\section*{Double passage through a valley anticrossing in a Si/SiGe shuttle: the cost of dropping the Stokes phase}

\subsection*{Model and conventions}

An electron shuttled in a moving dot along a Si/SiGe quantum well has two low valley states. In the orbital ground state the valley-orbit coupling $W(x)$ is a complex number that changes with the dot position $x$, and the valley splitting is $E=2|W|$. Near a deep minimum of $E$, $W(x)$ traces a nearly straight line that passes close to the origin of the complex plane. A fixed rotation of the valley pseudospin then gives
\begin{equation}
H=-\tfrac12\,(\varepsilon\,\sigma_z+\Delta\,\sigma_x),\qquad \varepsilon=s\,x,\qquad E=\sqrt{\varepsilon^2+\Delta^2},
\end{equation}
with $x$ counted from the minimum and $\Delta>0$ the minimum splitting. Spin is ignored. One passage at rate $v=|d\varepsilon/dt|$ takes the electron from the lower to the upper level with the Landau-Zener probability
\begin{equation}
P=e^{-2\pi\delta},\qquad \delta=\frac{\Delta^2}{4\hbar v}.
\end{equation}
The dot starts at $x<0$ in the lower level, crosses the minimum, turns at $x=L$ and returns, with constant deceleration:
\begin{equation}
\varepsilon(t)=\varepsilon_m\,(1-t^2/T^2),\qquad \varepsilon_m=sL,\qquad v=2\varepsilon_m/T .
\end{equation}
The crossings lie at $t=\pm T$. Half the dynamical phase between them is
\begin{equation}
\zeta=\frac{1}{2\hbar}\int_{-T}^{T}E\,dt=K\,\frac{\varepsilon_mT}{\hbar},\qquad K=\int_0^1\!\sqrt{(1-\tau^2)^2+r^2}\,d\tau,\qquad r=\frac{\Delta}{\varepsilon_m}.
\end{equation}
The inputs are illustrative: $s=5~\mu$eV/nm, $L=4$~nm, $\Delta=2~\mu$eV. Then $\varepsilon_m=20~\mu$eV, $r=0.1$ and $K=0.6788$, with $\hbar=0.6582~\mu$eV\,ns. The aim is a time $T$ at which the electron returns with no valley excitation.

\subsection*{The wrong attempt}

\textbf{The steps W1 to W3 contain a slip, and their result is wrong.}

W1. Two paths end in the upper level: jump at the first crossing and stay at the second, or the reverse. Each has probability $P(1-P)$, and they interfere as $P_+=4P(1-P)\sin^2\Phi$.

W2. The crossings are fast, $\delta\ll1$, so the electron spends too little time there to gather phase. The Stokes phase is dropped and $\Phi=\zeta$.

W3. The nulls lie at $\zeta=n\pi$. For $n=3$,
\begin{equation}
T_{\rm wrong}=\frac{3\pi\hbar}{K\varepsilon_m}=0.457~\text{ns},\qquad P_+=0\quad\text{(wrong)}.
\end{equation}
At this timing the dot crosses at $2L/T=17.5$~m/s, $v=87.5~\mu$eV/ns, $\delta=0.01736$, $P=0.8967$ and the fringe height is $4P(1-P)=0.371$.

\subsection*{The symptom}

For $\Delta\to0$ first-order perturbation theory becomes exact, and any formula for $P_+$ must reproduce it. The electron starts in $|{\downarrow}\rangle$, the lower state at $\varepsilon<0$, and the amplitude to end in $|{\uparrow}\rangle$ is
\begin{equation}
c_\uparrow=\frac{i\Delta}{2\hbar}\int_{-\infty}^{\infty}e^{-i\theta(t)}\,dt,\qquad \theta(t)=\frac1\hbar\int_0^t\varepsilon\,dt'=\frac{\varepsilon_m}{\hbar}\Big(t-\frac{t^3}{3T^2}\Big).
\end{equation}
The cubic phase is the defining integral of the Airy function. With $z=(\varepsilon_mT/\hbar)^{2/3}$, $\delta=\Delta^2T/(8\hbar\varepsilon_m)$ and $\zeta_0=\tfrac23z^{3/2}$, the value of $\zeta$ at $\Delta=0$,
\begin{equation}
P_+=8\pi^2\delta\,\sqrt z\,\mathrm{Ai}^2(-z).
\end{equation}
Step W2 gives $8\pi\delta\sin^2\zeta_0$ in the same limit, since $1-P\to2\pi\delta$. The nulls disagree:
\begin{center}
\begin{tabular}{lccc}
null number & 1 & 2 & 3\\ \hline
$\zeta_0/\pi$, zeros of $\mathrm{Ai}(-z)$ & 0.759 & 1.754 & 2.753\\
$\zeta_0/\pi$, step W2 & 1 & 2 & 3
\end{tabular}
\end{center}
The offset tends to a quarter of a fringe and does not shrink with the fringe order. At $\zeta_0=3\pi$, where W2 puts a null, the Airy result is $0.492$ of $8\pi\delta$.

A second sign appears one order higher. For small $r$, $K\simeq\tfrac23+\tfrac14r^2[\ln(8/r)+\tfrac12]$, so $\zeta\simeq\zeta_0+2\delta[\ln(8/r)+\tfrac12]$ contains $-2\delta\ln\Delta$. The propagator of a sweep of finite length is a power series in $\Delta$, so this logarithm has to be cancelled by some other phase.

\subsection*{The faulty line}

The fault is W2. The phase picked up in a change of diabatic state does not scale with the time spent at the crossing. Near $t=-T$ the phase $\theta$ is stationary with $\ddot\theta=+v/\hbar$, near $t=+T$ with $\ddot\theta=-v/\hbar$, and the Fresnel integral gives
\begin{equation}
\int_{-\infty}^{\infty}e^{\mp ivt^2/2\hbar}\,dt=\sqrt{\frac{2\pi\hbar}{v}}\;e^{\mp i\pi/4}.
\end{equation}
The modulus falls as $v$ grows, while the phase stays at $\mp\pi/4$. With $\theta(\pm T)=\pm\zeta_0$ the two crossings add to
\begin{equation}
|c_\uparrow|^2=2\pi\delta\,\big|e^{i(\zeta_0-\pi/4)}+e^{-i(\zeta_0-\pi/4)}\big|^2=8\pi\delta\,\sin^2(\zeta_0+\pi/4).
\end{equation}
The Stokes phase is therefore largest, $\pi/4$, in the fast limit. It vanishes in the slow limit.

\subsection*{The mended calculation}

For a linear sweep the Schr\"odinger equation reduces to Weber's equation, and its asymptotic solution condenses one passage into a matrix. Take the basis (upper, lower) of real eigenvectors that vary continuously with $\varepsilon$, with lower $=|{\downarrow}\rangle\to|{\uparrow}\rangle$ and upper $=|{\uparrow}\rangle\to-|{\downarrow}\rangle$ as $\varepsilon$ rises, and count dynamical phases with $E$ up to the crossing point. Then
\begin{equation}
N=\begin{pmatrix}\sqrt{1-P}\,e^{-i\varphi_S}&-\sqrt P\\ \sqrt P&\sqrt{1-P}\,e^{i\varphi_S}\end{pmatrix},
\end{equation}
\begin{equation}
\varphi_S=\frac\pi4+\delta(\ln\delta-1)+\arg\Gamma(1-i\delta).
\end{equation}
As $\delta\to0$ the lower-to-lower element has phase $i\,e^{-i\pi/4}=e^{i\pi/4}$, as the first-order amplitude requires. For $\delta\gg1$ Stirling's series gives $\varphi_S\simeq1/(12\delta)$. Since $\delta\propto\Delta^2$, the term $\delta\ln\delta$ holds $+2\delta\ln\Delta$ and cancels the logarithm in $\zeta$.

Because $H$ is real and symmetric, every short-time propagator is symmetric, and running the same sweep backwards transposes their product. The return passage is $N^T$. With $U=\mathrm{diag}(e^{-i\zeta},e^{i\zeta})$ between the crossings,
\begin{equation}
(N^TUN)_{\rm upper,lower}=\sqrt{P(1-P)}\,\big[e^{i(\zeta+\varphi_S)}-e^{-i(\zeta+\varphi_S)}\big],
\end{equation}
\begin{equation}
P_+=4P(1-P)\sin^2\Phi,\qquad \Phi=\zeta+\varphi_S .
\end{equation}
At $T_{\rm wrong}$, with $\arg\Gamma(1-i\delta)\simeq\gamma\delta$ for small $\delta$ ($\gamma$ is Euler's constant),
\begin{equation}
\varphi_S=0.7854-0.0877+0.0100=0.7077,
\end{equation}
\begin{equation}
P_+=0.371\,\sin^2(3\pi+\varphi_S)=0.371\times0.423=0.157 .
\end{equation}
Keeping only $\pi/4$ would give $0.185$, which is 18\% high, so at this $\delta$ the logarithmic term still counts. The true null solves $\zeta(T)+\varphi_S(\delta(T))=3\pi$, where $\zeta$ and $\delta$ both grow linearly with $T$:
\begin{equation}
T_{\rm null}=0.422~\text{ns},\qquad \varphi_S=0.712 .
\end{equation}

\subsection*{Size of the error}

In this model the slip predicts no excitation at a timing where about 16\% of the electrons return in the upper valley state, 42\% of the fringe height. It sets $T$ too long by 35~ps, or 8\%. The fringe period in $T$ is close to $\pi\hbar/(K\varepsilon_m)=152$~ps, so the miss is $0.23$ of a fringe. A fit of valley fringes without $\varphi_S$ would push the same offset into $s$ or $L$.

Four neglected effects limit these figures.

\emph{Separate crossings.} The matrix picture treats the two passages as independent linear sweeps. In the fast limit the next term of the Airy asymptotics replaces $\Phi$ by $\Phi-5/(72\zeta)$. At $\zeta=3\pi$ this is $0.007$~rad. It lowers $P_+$ by about $0.003$ and delays the null by about $0.4$~ps, far less than the slip.

\emph{Finite sweep.} If the motion starts and stops abruptly at $x=-8$~nm, where $\varepsilon=-40~\mu$eV and the rate is $\sqrt3\,v$, each end adds an amplitude of size $\hbar\Delta|\dot\varepsilon|/(2E^3)=1.6\times10^{-3}$, which can move the third decimal of $P_+$.

\emph{Curvature of $W(x)$.} With a typical orbital spacing $\hbar\omega=2$~meV and a transverse mass of about $0.19\,m_e$, the dot length is $\sqrt{\hbar/(m\omega)}=14$~nm, and $W$ varies on about this scale. Higher orbitals are far away, but a straight line over the 12~nm of travel is only rough. Curvature changes $\zeta$, which must then be integrated over the mapped splitting. The Stokes phase depends only on $\Delta$ and $v$ at the crossing.

\emph{Position of the minimum.} This effect rivals the Stokes phase. At fixed deceleration $\zeta_0\propto L^{3/2}$, so $d\zeta/dL\simeq3\zeta/(2L)=3.5$~rad/nm, and $\varphi_S$ is worth $0.20$~nm of turning point. A static offset can be calibrated out. Shot-to-shot jitter that spreads $\Phi$ over a full fringe erases the interference and leaves the average $2P(1-P)=0.185$, in which $\varphi_S$ plays no part.

The slope $s$ was chosen so that $E$ reaches several tens of $\mu$eV within one dot length, as is typical of Si/SiGe wells. The gap of $2~\mu$eV stands for an unusually deep minimum, chosen to reach the fast limit at shuttle speeds of tens of m/s. The figures of 16\% and 35~ps belong to this model. The limiting shift of a quarter fringe holds for any there-and-back passage with $\delta\to0$ and well separated crossings.